**Screening of the 5s orbital by 5p and 4f electrons in the +4 ions Cs to Lu**

The table holds the 5s eigenvalue, mean radius and mean square radius from non-relativistic, configuration-averaged Hartree-Fock at the basis limit. The program converts these to hydrogenic effective charges, derives the screening per added 5p or 4f electron, and compares frozen-orbital estimates of the eigenvalue steps with the self-consistent ones. It fits linear, cubic and logarithmic forms of the effective charge to Ce–Tb and Lu, and predicts the withheld rows Dy to Yb with error bars. The slope breaks at Ce to Pr, constant screening fails, and the frozen estimates overshoot by factors of 1.70 for 5s with an added 5p electron and 3.36 for 5p, used as a proxy, with an added 4f electron. All fifteen predictions fall inside their bars, with energy misses of one sign between 0.00005 and 0.00008 hartree.

Ions of charge +4 from Cs to Lu, computed with B-spline radial code 1 as spherical atoms at the basis-set limit. The method is non-relativistic Hartree-Fock for the average of each configuration, with a point nucleus.

## Numerical check

```python
# Table: 5s eigenvalue, <r>, <r^2> of +4 ions Cs-Lu; B-spline radial code, non-relativistic HF, configuration average.
# Tested: hydrogenic 5s effective charges, screening by 5p vs 4f, frozen-orbital steps, prediction of withheld rows.
T = {
    'ion': ['Cs4+', 'Ba4+', 'La4+', 'Ce4+', 'Pr4+', 'Nd4+', 'Pm4+', 'Sm4+', 'Eu4+', 'Gd4+', 'Tb4+', 'Dy4+', 'Ho4+', 'Er4+', 'Tm4+', 'Yb4+', 'Lu4+'],
    'Z': [55, 56, 57, 58, 59, 60, 61, 62, 63, 64, 65, 66, 67, 68, 69, 70, 71],
    'N': [51, 52, 53, 54, 55, 56, 57, 58, 59, 60, 61, 62, 63, 64, 65, 66, 67],
    'configuration': ['[Kr] 4d10 5s2 5p3', '[Kr] 4d10 5s2 5p4', '[Kr] 4d10 5s2 5p5', '[Kr] 4d10 5s2 5p6', '[Xe] 4f1', '[Xe] 4f2', '[Xe] 4f3', '[Xe] 4f4', '[Xe] 4f5', '[Xe] 4f6', '[Xe] 4f7', '[Xe] 4f8', '[Xe] 4f9', '[Xe] 4f10', '[Xe] 4f11', '[Xe] 4f12', '[Xe] 4f13'],
    'energy': [-2.54892, -2.74038, -2.93661, -3.13765, -3.20378, -3.26827, -3.33143, -3.39349, -3.45463, -3.51498, -3.57465, -3.63375, -3.69234, -3.75049, -3.80827, -3.86571, -3.92285],  # hartree
    'mean_radius': [1.7223, 1.654, 1.5915, 1.5341, 1.5057, 1.4789, 1.4536, 1.4296, 1.4067, 1.3848, 1.3638, 1.3437, 1.3244, 1.3058, 1.2879, 1.2706, 1.2538],  # bohr
    'mean_r_squared': [3.3052, 3.0482, 2.8223, 2.6225, 2.527, 2.4387, 2.3566, 2.28, 2.2082, 2.1406, 2.0769, 2.0167, 1.9596, 1.9054, 1.8539, 1.8049, 1.7581],  # bohr²
}
HELD = [11, 12, 13, 14, 15]  # rows withheld from the fit
import numpy as np
from scipy.constants import physical_constants as pc
Eh = pc['Hartree energy in eV'][0]
ion = T['ion']; Z = np.array(T['Z'], float)
E, R, R2 = [np.array(T[k], float) for k in ('energy', 'mean_radius', 'mean_r_squared')]
K = [i for i in range(len(Z)) if i not in HELD]
ix = {s[:2]: i for i, s in enumerate(ion)}
ZE = 5*np.sqrt(-2*E); ZR = 37.5/R; Z2 = np.sqrt(1575/R2); q = R2/R**2
print("known: ion | dE/dZ[Ha] dr/dZ[bohr] | Z_E Z_r | sigma_E sigma_r | <r2>/<r>^2 (H 5s 1.12); step from previous known row")
dE = []
for a, b in zip([None]+K[:-1], K):
    if a is None:
        print(f"{ion[b]} |    -       -    | {ZE[b]:.3f} {ZR[b]:.3f} |   -     -   | {q[b]:.4f}"); continue
    d = Z[b]-Z[a]; dE.append((E[b]-E[a])/d)
    print(f"{ion[b]} | {dE[-1]:.5f} {(R[b]-R[a])/d:.4f} | {ZE[b]:.3f} {ZR[b]:.3f} | {1-(ZE[b]-ZE[a])/d:.3f} {1-(ZR[b]-ZR[a])/d:.3f} | {q[b]:.4f}")
for nm, a, b in (('5p Cs->Ce', ix['Cs'], ix['Ce']), ('4f Ce->Lu', ix['Ce'], ix['Lu'])):
    d = Z[b]-Z[a]
    print(f"{nm}: mean dE {(E[b]-E[a])/d:.4f} Ha, dr {(R[b]-R[a])/d:.4f} bohr, sigma_E {1-(ZE[b]-ZE[a])/d:.3f}, sigma_r {1-(ZR[b]-ZR[a])/d:.3f}, total r {100*(R[b]/R[a]-1):.1f}%, E {100*(E[b]/E[a]-1):+.1f}%")
# typed from further outputs of the same runs (La, Pm, Gd): <r>, <1/r>, Slater integrals in eV, 5p eigenvalues
print(f"<r> ratios: La 5p/5s {1.739148/R[ix['La']]:.3f}; Pm 4f/5s {0.8217831/R[ix['Pm']]:.3f}; Gd 4f/5s {0.7572408/R[ix['Gd']]:.3f}")
u, F, X = 0.8151838, 14.66213/Eh, 10.166/6/Eh
t = (E[ix['Ce']]-E[ix['Ba']])/2
print(f"frozen 5s+5p at La [Ha]: -<1/r> {-u:.3f} F0 {F:.3f} exch {-X:.3f} sum {-u+F-X:.3f}; true {t:.3f}; ratio {(-u+F-X)/t:.2f}; F0/<1/r> {F/u:.3f}")
u = (0.8128799+0.8508428)/2; F = (18.60712+19.61862)/2/Eh
X = (3/70*(2.830347+2.810851)+2/63*(2.285814+2.276698))/2/Eh
t = (-2.665709+2.543893)/3
print(f"frozen 5p+4f Pm/Gd (proxy) [Ha]: {-u:.3f} F0 {F:.3f} exch {-X:.3f} sum {-u+F-X:.3f}; true 5p {t:.3f}; ratio {(-u+F-X)/t:.2f}; F0/<1/r> {F/u:.3f}")
n = Z-58; F4 = [i for i in K if n[i] >= 0]   # 5p-filling rows excluded: another shell is filling
def logfit(idx, y):
    best = None
    for n0 in np.geomspace(1, 200, 600):
        A = np.c_[np.ones(len(idx)), n[idx], np.log(1+n[idx]/n0)]
        c = np.linalg.lstsq(A, y[idx], rcond=None)[0]; s = np.sum((A@c-y[idx])**2)
        if best is None or s < best[0]: best = (s, n0, c)
    _, n0, c = best
    return (lambda x: c[0]+c[1]*x+c[2]*np.log(1+x/n0)), n0, c
Q = [('E[Ha]', E, ZE, lambda z: -z*z/50, 5e-6), ('r[bohr]', R, ZR, lambda z: 37.5/z, 5e-5), ('r2[bohr2]', R2, Z2, lambda z: 1575/z**2, 5e-5)]
P = []
for nm, y, z, inv, fl in Q:
    f, n0, c = logfit(F4, z); g = logfit(F4[:-1], z)[0]
    p1 = np.polyfit(n[F4], z[F4], 1); p3 = np.polyfit(n[F4], z[F4], 3)
    m = [np.max(abs(inv(v)-y[F4])) for v in (np.polyval(p1, n[F4]), np.polyval(p3, n[F4]), f(n[F4]))]
    print(f"{nm} max res: lin {m[0]:.1e} cubic {m[1]:.1e} log {m[2]:.1e} floor {fl:.0e}; a,b,c,n0 {c[0]:.3f} {c[1]:.4f} {c[2]:.3f} {n0:.1f}; blind Lu miss {inv(g(n[F4[-1]]))-y[F4[-1]]:+.5f}; Cs miss {inv(np.polyval(p1, n[0]))-y[0]:+.3f} (lin)")
    P.append((f, p3, m[2]))
assert min(abs(v) for v in dE[:3]) > 2.5*max(abs(v) for v in dE[3:])
assert all(abs(dE[i+1]) < abs(dE[i]) for i in range(3, len(dE)-1))
assert all(ZR[i] > ZE[i] for i in K) and all(abs(q[i]/1.12-1) < 0.01 for i in K)
a, b = min(HELD)-1, max(HELD)+1; hit = 0
print("withheld: quantity ion | predicted +- bar | computed | miss(pred-comp) miss/bar | cubic miss | computed-chord")
for (nm, y, z, inv, fl), (f, p3, m) in zip(Q, P):
    for i in HELD:
        p = inv(f(n[i])); pc3 = inv(np.polyval(p3, n[i])); bar = abs(p-pc3)+m+fl
        ch = y[a]+(y[b]-y[a])*(n[i]-n[a])/(n[b]-n[a]); hit += abs(p-y[i]) <= bar
        print(f"{nm} {ion[i]} | {p:.5f} +- {bar:.5f} | {y[i]:.5f} | {p-y[i]:+.5f} {(p-y[i])/bar:+.2f} | {pc3-y[i]:+.5f} | {y[i]-ch:+.5f}")
print("revealed dE Tb->Lu [Ha]:", " ".join(f"{v:.5f}" for v in np.diff(E[a:b+1])))
print("revealed dr Tb->Lu [bohr]:", " ".join(f"{v:.4f}" for v in np.diff(R[a:b+1])), "(floor 1e-4)")
print("revealed <r2>/<r>^2 Tb..Lu:", " ".join(f"{v:.4f}" for v in q[a:b+1]), "(floor ~1e-4)")
print(f"inside bars: {hit} of {3*len(HELD)}")
```

It prints:

```
known: ion | dE/dZ[Ha] dr/dZ[bohr] | Z_E Z_r | sigma_E sigma_r | <r2>/<r>^2 (H 5s 1.12); step from previous known row
Cs4+ |    -       -    | 11.289 21.773 |   -     -   | 1.1142
Ba4+ | -0.19146 -0.0683 | 11.706 22.672 | 0.584 0.101 | 1.1142
La4+ | -0.19623 -0.0625 | 12.117 23.563 | 0.588 0.110 | 1.1143
Ce4+ | -0.20104 -0.0574 | 12.525 24.444 | 0.592 0.118 | 1.1143
Pr4+ | -0.06613 -0.0284 | 12.657 24.905 | 0.869 0.539 | 1.1146
Nd4+ | -0.06449 -0.0268 | 12.783 25.357 | 0.873 0.549 | 1.1150
Pm4+ | -0.06316 -0.0253 | 12.906 25.798 | 0.877 0.559 | 1.1153
Sm4+ | -0.06206 -0.0240 | 13.026 26.231 | 0.880 0.567 | 1.1156
Eu4+ | -0.06114 -0.0229 | 13.143 26.658 | 0.883 0.573 | 1.1159
Gd4+ | -0.06035 -0.0219 | 13.257 27.080 | 0.886 0.578 | 1.1162
Tb4+ | -0.05967 -0.0210 | 13.369 27.497 | 0.888 0.583 | 1.1166
Lu4+ | -0.05803 -0.0183 | 14.005 29.909 | 0.894 0.598 | 1.1184
5p Cs->Ce: mean dE -0.1962 Ha, dr -0.0627 bohr, sigma_E 0.588, sigma_r 0.110, total r -10.9%, E +23.1%
4f Ce->Lu: mean dE -0.0604 Ha, dr -0.0216 bohr, sigma_E 0.886, sigma_r 0.580, total r -18.3%, E +25.0%
<r> ratios: La 5p/5s 1.093; Pm 4f/5s 0.565; Gd 4f/5s 0.547
frozen 5s+5p at La [Ha]: -<1/r> -0.815 F0 0.539 exch -0.062 sum -0.339; true -0.199; ratio 1.70; F0/<1/r> 0.661
frozen 5p+4f Pm/Gd (proxy) [Ha]: -0.832 F0 0.702 exch -0.007 sum -0.137; true 5p -0.041; ratio 3.36; F0/<1/r> 0.844
E[Ha] max res: lin 1.6e-02 cubic 1.5e-04 log 2.7e-05 floor 5e-06; a,b,c,n0 12.525 0.0740 0.679 11.4; blind Lu miss -0.00079; Cs miss -0.436 (lin)
r[bohr] max res: lin 4.6e-03 cubic 6.7e-05 log 3.7e-05 floor 5e-05; a,b,c,n0 24.444 0.3311 1.469 10.8; blind Lu miss -0.00060; Cs miss -0.110 (lin)
r2[bohr2] max res: lin 1.6e-02 cubic 1.4e-04 log 4.3e-05 floor 5e-05; a,b,c,n0 24.507 0.3272 1.473 10.7; blind Lu miss -0.00039; Cs miss -0.412 (lin)
withheld: quantity ion | predicted +- bar | computed | miss(pred-comp) miss/bar | cubic miss | computed-chord
E[Ha] Dy4+ | -3.63370 +- 0.00040 | -3.63375 | +0.00005 +0.12 | +0.00041 | -0.00107
E[Ha] Ho4+ | -3.69227 +- 0.00063 | -3.69234 | +0.00007 +0.11 | +0.00067 | -0.00162
E[Ha] Er4+ | -3.75042 +- 0.00081 | -3.75049 | +0.00007 +0.09 | +0.00085 | -0.00174
E[Ha] Tm4+ | -3.80819 +- 0.00083 | -3.80827 | +0.00008 +0.09 | +0.00088 | -0.00149
E[Ha] Yb4+ | -3.86565 +- 0.00061 | -3.86571 | +0.00006 +0.09 | +0.00063 | -0.00089
r[bohr] Dy4+ | 1.34373 +- 0.00016 | 1.34370 | +0.00003 +0.20 | +0.00011 | -0.00177
r[bohr] Ho4+ | 1.32441 +- 0.00021 | 1.32440 | +0.00001 +0.04 | +0.00013 | -0.00273
r[bohr] Er4+ | 1.30580 +- 0.00024 | 1.30580 | +0.00000 +0.01 | +0.00015 | -0.00300
r[bohr] Tm4+ | 1.28786 +- 0.00024 | 1.28790 | -0.00004 -0.16 | +0.00011 | -0.00257
r[bohr] Yb4+ | 1.27054 +- 0.00019 | 1.27060 | -0.00006 -0.31 | +0.00005 | -0.00153
r2[bohr2] Dy4+ | 2.01670 +- 0.00035 | 2.01670 | -0.00000 -0.01 | +0.00025 | -0.00707
r2[bohr2] Ho4+ | 1.95964 +- 0.00049 | 1.95960 | +0.00004 +0.09 | +0.00044 | -0.01103
r2[bohr2] Er4+ | 1.90548 +- 0.00058 | 1.90540 | +0.00008 +0.14 | +0.00057 | -0.01210
r2[bohr2] Tm4+ | 1.85397 +- 0.00057 | 1.85390 | +0.00007 +0.13 | +0.00055 | -0.01047
r2[bohr2] Yb4+ | 1.80491 +- 0.00042 | 1.80490 | +0.00001 +0.02 | +0.00033 | -0.00633
revealed dE Tb->Lu [Ha]: -0.05910 -0.05859 -0.05815 -0.05778 -0.05744 -0.05714
revealed dr Tb->Lu [bohr]: -0.0201 -0.0193 -0.0186 -0.0179 -0.0173 -0.0168 (floor 1e-4)
revealed <r2>/<r>^2 Tb..Lu: 1.1166 1.1170 1.1172 1.1175 1.1177 1.1180 1.1184 (floor ~1e-4)
inside bars: 15 of 15
```
